# Solution key: the Moshinsky atom at strong coupling, $k=100$

**Problem.** Two particles of spin $\tfrac12$ and equal mass obey Fermi statistics, move in an isotropic harmonic trap and are tied together by a spring (the model of Moshinsky, 1968). In oscillator units $\hbar=m=\omega_0=1$, which are atomic units when the trap frequency is set to one hartree$/\hbar$,

$$\hat H=\sum_{i=1}^{2}\Big(-\tfrac12\nabla_i^2+\tfrac12 r_i^2\Big)+\tfrac{k}{2}\,r_{12}^2,\qquad k\ge 0 .$$

Positive $k$ is an attraction. Find the exact and the Hartree-Fock (HF) ground state, the correlation energy $E_c=E_{\rm ex}-E_{\rm HF}$ and the squared overlap $S^2=|\langle\Psi_{\rm HF}|\Psi_{\rm ex}\rangle|^2$, and evaluate them for $k=100$.

**Notation.** $w=\sqrt{1+k}$, $W=\sqrt{1+2k}$, and $g_a(x)=(a/\pi)^{1/4}e^{-ax^2/2}$ is the normalised ground state of a one-dimensional oscillator of frequency $a$. For $k=100$, $w=\sqrt{101}=10.049876$ and $W=\sqrt{201}=14.177447$.

## (a) The smallest model and its exact solution

Since $r^2$ and $r_{12}^2$ are sums over Cartesian components, $\hat H=\hat H_x+\hat H_y+\hat H_z$ with three commuting copies of

$$\hat H_x=-\tfrac12\partial_{x_1}^2-\tfrac12\partial_{x_2}^2+\tfrac12(x_1^2+x_2^2)+\tfrac k2(x_1-x_2)^2 .$$

One direction, with two modes and one basis function, therefore carries the whole result. Define the orthogonal transformation $X=(x_1+x_2)/\sqrt2$, $\xi=(x_1-x_2)/\sqrt2$. It keeps the kinetic energy and $x_1^2+x_2^2=X^2+\xi^2$, and $(x_1-x_2)^2=2\xi^2$, so

$$\hat H_x=\Big(-\tfrac12\partial_X^2+\tfrac12X^2\Big)+\Big(-\tfrac12\partial_\xi^2+\tfrac12(1+2k)\,\xi^2\Big).$$

The centre-of-mass mode has frequency $1$ and the relative mode frequency $W$:

$$\psi_{\rm ex}=g_1(X)\,g_W(\xi),\qquad E^{(1)}_{\rm ex}=\tfrac12(1+W)=7.588723 .$$

The superscript $(1)$ marks one direction. The function is even in $\xi$, hence symmetric under exchange of the positions, and goes with the spin singlet.

## (b) HF with one Gaussian basis function

Take the closed-shell determinant, $g_\alpha(x_1)g_\alpha(x_2)$ times the singlet. The integrals follow from $\langle x\rangle=0$, $\langle x^2\rangle=1/(2\alpha)$ and $\langle p^2\rangle=\alpha/2$:

$$T=\frac{\alpha}{4},\qquad V=\frac{1}{4\alpha},\qquad J=\frac k2\big\langle x_1^2+x_2^2-2x_1x_2\big\rangle=\frac{k}{2\alpha}.$$

The energy of two particles in one orbital is $2(T+V)+J$:

$$E^{(1)}(\alpha)=\frac{\alpha}{2}+\frac{1+k}{2\alpha}.$$

Setting $dE^{(1)}/d\alpha=\tfrac12-(1+k)/(2\alpha^2)=0$ gives $\alpha=w$ and $E^{(1)}_{\rm HF}=w=10.049876$. The bare trap orbital, $\alpha=1$, would give $1+k/2=51$.

The optimised Gaussian has no basis-set error, as the HF equation shows. For a doubly occupied orbital $\phi$ the exchange operator acting on $\phi$ cancels one of the two Coulomb terms, which leaves

$$\Big[-\tfrac12\partial_x^2+\tfrac12x^2+\tfrac k2\big(x^2-2x\langle x\rangle+\langle x^2\rangle\big)\Big]\phi=\varepsilon\,\phi .$$

With $\langle x\rangle=0$ the potential is $\tfrac12w^2x^2$ plus a constant, whatever the width of the orbital that generates it. Its lowest eigenfunction is $g_w$, which reproduces $\langle x\rangle=0$ and has $\langle x^2\rangle=1/(2w)$. Thus

$$\varepsilon^{(1)}=\frac w2+\frac{k}{4w}=7.512531,\qquad J^{(1)}=\frac{k}{2w}=4.975186,\qquad 2\varepsilon^{(1)}-J^{(1)}=w .$$

## (c) No determinant lies lower

At $k=100$ one should ask whether a determinant with broken spin or spatial symmetry wins. Work in three dimensions with any two orthonormal spin orbitals $\chi_1,\chi_2$. Let $\mathbf a_i=\langle\chi_i|\mathbf r|\chi_i\rangle$, $\sigma_i^2=\langle\chi_i|(\mathbf r-\mathbf a_i)^2|\chi_i\rangle$ and $\mathbf d=\langle\chi_1|\mathbf r|\chi_2\rangle$. In the determinant $\langle\mathbf r_1\cdot\mathbf r_2\rangle=\mathbf a_1\cdot\mathbf a_2-|\mathbf d|^2$, the last term being exchange, and $\langle r_1^2+r_2^2\rangle=\sum_i(\sigma_i^2+a_i^2)$. Collecting terms,

$$E=\sum_{i}\Big[\tfrac12\langle p^2\rangle_i+\tfrac12w^2\sigma_i^2\Big]+\tfrac12(a_1^2+a_2^2)+\tfrac k2|\mathbf a_1-\mathbf a_2|^2+k|\mathbf d|^2 .$$

Each bracket is the expectation value of a spin-free three-dimensional oscillator of frequency $w$ centred at $\mathbf a_i$, so it is at least $3w/2$. The other terms are non-negative for $k\ge0$. Hence $E\ge 3w$, and the bound is reached by $g_w(x)g_w(y)g_w(z)$ occupied with opposite spins. The closed-shell Gaussian solution is the global HF minimum at every $k\ge0$, and it factorises over directions as the exact state does.

## (d) Overlap

The HF function depends on $x_1^2+x_2^2=X^2+\xi^2$ only, so $g_w(x_1)g_w(x_2)=g_w(X)g_w(\xi)$. HF gives both modes the same frequency $w$, with $w^2=(1+W^2)/2$. The basic integral is

$$\langle g_a|g_b\rangle=\frac{(ab)^{1/4}}{\sqrt\pi}\int_{-\infty}^{\infty} e^{-(a+b)x^2/2}\,dx=(ab)^{1/4}\sqrt{\frac{2}{a+b}},\qquad \langle g_a|g_b\rangle^2=\frac{2\sqrt{ab}}{a+b}.$$

The spin functions overlap to unity and the Jacobian of the rotation is one. The squared overlap in one direction is $s=AB$ with

$$A=\frac{2\sqrt w}{1+w}=0.573790,\qquad B=\frac{2\sqrt{wW}}{w+W}=0.985380,$$

$$s=\frac{4w\sqrt W}{(1+w)(w+W)}=0.565401 .$$

## (e) The general statement in three dimensions

Energies add over the three directions and overlaps multiply:

$$E_{\rm HF}=3w,\qquad E_{\rm ex}=\tfrac32(1+W),\qquad S^2=\left[\frac{4w\sqrt W}{(1+w)(w+W)}\right]^3 .$$

| $k=100$ | one direction | three dimensions |
|---|---|---|
| orbital energy $\varepsilon$ | 7.512531 | 22.537592 |
| pair integral $J$ | 4.975186 | 14.925558 |
| $E_{\rm HF}$ | 10.049876 | 30.149627 |
| $E_{\rm ex}$ | 7.588723 | 22.766170 |
| $E_c$ | $-2.461152$ | $-7.383457$ |
| $E_{\rm HF}/E_{\rm ex}$ | 1.324317 | 1.324317 |
| squared overlap | 0.565401 | 0.180747 |

The overlap itself is $|S|=0.425143$. The energy ratio $2w/(1+W)$ is independent of the dimension, so the one-direction model gives it unchanged.

**Which mode is at fault.** A mode of true frequency $\Omega$ described by $g_w$ has energy $w/4+\Omega^2/(4w)$, which exceeds $\Omega/2$ by $(w-\Omega)^2/(4w)$. Therefore

$$-E_c^{(1)}=\frac{(w-1)^2}{4w}+\frac{(W-w)^2}{4w}=2.037345+0.423807 .$$

The centre-of-mass mode carries 83 per cent of the energy error, and $A$ is much further from unity than $B$. In the exact state the stiff spring makes the two particles move together through the soft trap. A product of orbitals can keep $r_{12}$ small only by confining each particle near the origin, which squeezes the centre of mass as well. The mean square radius per particle shows this: $\langle r_1^2\rangle=\tfrac32\big(\langle X^2\rangle+\langle\xi^2\rangle\big)$ is $\tfrac34(1+1/W)=0.8029$ in the exact state and $3/(2w)=0.1493$ in HF.

## (f) Weak-coupling limit

With $W=1+k-\tfrac12k^2+\tfrac12k^3-\dots$ and $w=1+\tfrac12k-\tfrac18k^2+\tfrac1{16}k^3-\dots$,

$$E_c=\tfrac32\Big(2+k-\tfrac12k^2+\tfrac12k^3\Big)-3\Big(1+\tfrac12k-\tfrac18k^2+\tfrac1{16}k^3\Big)+\dots=-\tfrac38k^2+\tfrac9{16}k^3-\dots$$

The zeroth and first orders cancel. For the overlap, $2\sqrt{ab}/(a+b)=\operatorname{sech}\big[\tfrac12\ln(a/b)\big]\approx1-\tfrac18\ln^2(a/b)$. Both $\ln w$ and $\ln(W/w)$ start as $k/2$, so $A$ and $B$ each start as $1-k^2/32$, and $S^2=1-\tfrac3{16}k^2+\dots$

At $k=0.1$ the exact $E_c$ is $-0.00326$, the quadratic term gives $-0.00375$ and the cubic term brings this to $-0.00319$. The branch point of $W$ at $k=-\tfrac12$ limits the series to $|k|<\tfrac12$. At $k=100$ the quadratic term is $-3750$, which is 508 times the true value and has no bearing on this case.

## (g) Strong-coupling limit

With $w=\sqrt k\,(1+\tfrac1{2k}+\dots)$ and $W=\sqrt{2k}\,(1+\tfrac1{4k}+\dots)$,

$$\frac{E_{\rm HF}}{E_{\rm ex}}=\frac{2w}{1+W}=\sqrt2-\frac1{\sqrt k}+\frac{3\sqrt2}{4k}-\frac{1}{2k^{3/2}}+\dots$$

The limit is $\sqrt2=1.4142$, an error of 41.4 per cent in the HF energy. The approach goes as $k^{-1/2}$, because the unit zero-point term of the centre of mass competes with $W\sim\sqrt{2k}$. At $k=100$ two terms give $1.314$ and three give $1.3248$; the fourth term is $-0.0005$ and leads to $1.3243$, the closed-form value to that many figures. The HF error at $k=100$ is thus 32.4 per cent and still well short of the limit.

The correlation energy expands as

$$E_c=-3\Big(1-\frac1{\sqrt2}\Big)\sqrt k+\frac32-\Big(\frac32-\frac{3\sqrt2}{8}\Big)\frac1{\sqrt k}+\dots$$

The leading term is $-8.79$, the constant changes this to $-7.29$, and the third term, $-0.097$, gives $-7.384$ against the exact $-7.383$.

In the overlap $B\to 2^{5/4}/(1+\sqrt2)=0.985171$, almost reached at $k=100$, while $A\to2k^{-1/4}$. Hence

$$S^2\to\left[\frac{2^{9/4}}{1+\sqrt2}\right]^3k^{-3/4}=7.649\,k^{-3/4}.$$

At $k=100$ this gives $0.242$, too high by about a third, because the $1$ in $1+w$ was dropped. Restoring it through the factor $(1+k^{-1/2})^{-3}=0.751$ gives $0.182$, close to the exact $0.181$. The energy ratio stays bounded while the overlap tends to zero.

## (h) Two configurations in the HF orbital basis

Expanding the spring term gives an exact rewriting,

$$\hat H_x=\hat h_w(1)+\hat h_w(2)-k\,x_1x_2,\qquad \hat h_w=-\tfrac12\partial_x^2+\tfrac12w^2x^2 .$$

Let $|n_1n_2\rangle$ be products of eigenfunctions of $\hat h_w$, all taken with the singlet spin function. The HF state is $|00\rangle$. Since $x|0\rangle=(2w)^{-1/2}|1\rangle$, the residual term gives $-kx_1x_2|00\rangle=-v|11\rangle$ with $v=k/(2w)=4.975186$. No single excitation couples to $|00\rangle$, in accord with Brillouin's theorem, and one double excitation does. The term $x_1x_2$ has no diagonal elements, so in the basis $\{|00\rangle,|11\rangle\}$

$$H=\begin{pmatrix}w&-v\\-v&3w\end{pmatrix},\qquad E_-=2w-\sqrt{w^2+v^2}.$$

For small $k$, $E_--w\to-v^2/(2w)=-k^2/(8w^3)$. Three directions give $-3k^2/(8w^3)=-\tfrac38k^2+\tfrac9{16}k^3-\dots$, which reproduces both terms of part (f). The weight of $|11\rangle$ is $(v/2w)^2\to k^2/16$, which reproduces the weak-coupling overlap. This is second-order perturbation theory with $\hat h_w$ as the zeroth-order operator for all orbitals. It is not the Møller-Plesset partition, whose Fock operator $h+2J-K$ acts differently on the virtual orbitals.

At $k=100$ the two-level model gives $E_-=8.8858$, a lowering of $1.1641$ or 47 per cent of $|E_c^{(1)}|$. Its HF weight is $\tfrac12\big[1+w/\sqrt{w^2+v^2}\big]=0.948$, against the exact $0.565$. The reason appears with $\lambda=k/w^2=k/(1+k)$. Then $1=w^2(1-\lambda)$ and $W^2=w^2(1+\lambda)$, so

$$E^{(1)}_{\rm ex}=\frac w2\Big[\sqrt{1-\lambda}+\sqrt{1+\lambda}\Big]=w\Big[1-\frac{\lambda^2}{8}-\frac{5\lambda^4}{128}-\dots\Big].$$

This series converges for $|\lambda|<1$ and so for every $k\ge0$, but here $\lambda=0.990099$ lies close to the branch point at $\lambda=1$, where, at fixed $w$, the centre-of-mass mode goes soft. Second order gives $-1.2315$ (50 per cent of $E_c^{(1)}$), fourth order adds $-0.3773$, and the sum $-1.6087$ is 65 per cent. The broad centre-of-mass Gaussian needs many narrow oscillator functions of frequency $w$, so the two-mode solution of part (a), and not a short configuration list, is the small exact description.

## (i) HF does not maximise the overlap

For the product $g_\alpha(x_1)g_\alpha(x_2)$ the steps of part (d) give $s(\alpha)=4\alpha\sqrt W/[(1+\alpha)(\alpha+W)]$. The condition $d\ln s/d\alpha=0$ reads $(1+\alpha)(\alpha+W)=\alpha(1+W+2\alpha)$, or $\alpha^2=W$. At $\alpha=\sqrt W=3.765295$,

$$s_{\max}=\frac{4\sqrt W}{(1+\sqrt W)^2}=0.6633,\qquad s_{\max}^3=0.2918 .$$

The energy of this determinant is $3E^{(1)}(\sqrt W)=45.88$, far above $E_{\rm HF}$. At strong coupling the Gaussian determinant of lowest energy and that of largest overlap are different functions.

## Answers

For $k=100$, in units of $\hbar\omega_0$: $E_{\rm HF}=3\sqrt{101}=30.149627$, $E_{\rm ex}=\tfrac32(1+\sqrt{201})=22.766170$, $E_c=-7.383457$, $E_{\rm HF}/E_{\rm ex}=1.324317$ (limit $\sqrt2$ as $k\to\infty$), and $S^2=0.180747$. These numbers are the model's. They belong to an attractive harmonic pair force with an illustrative coupling, and they describe no atom with Coulomb repulsion.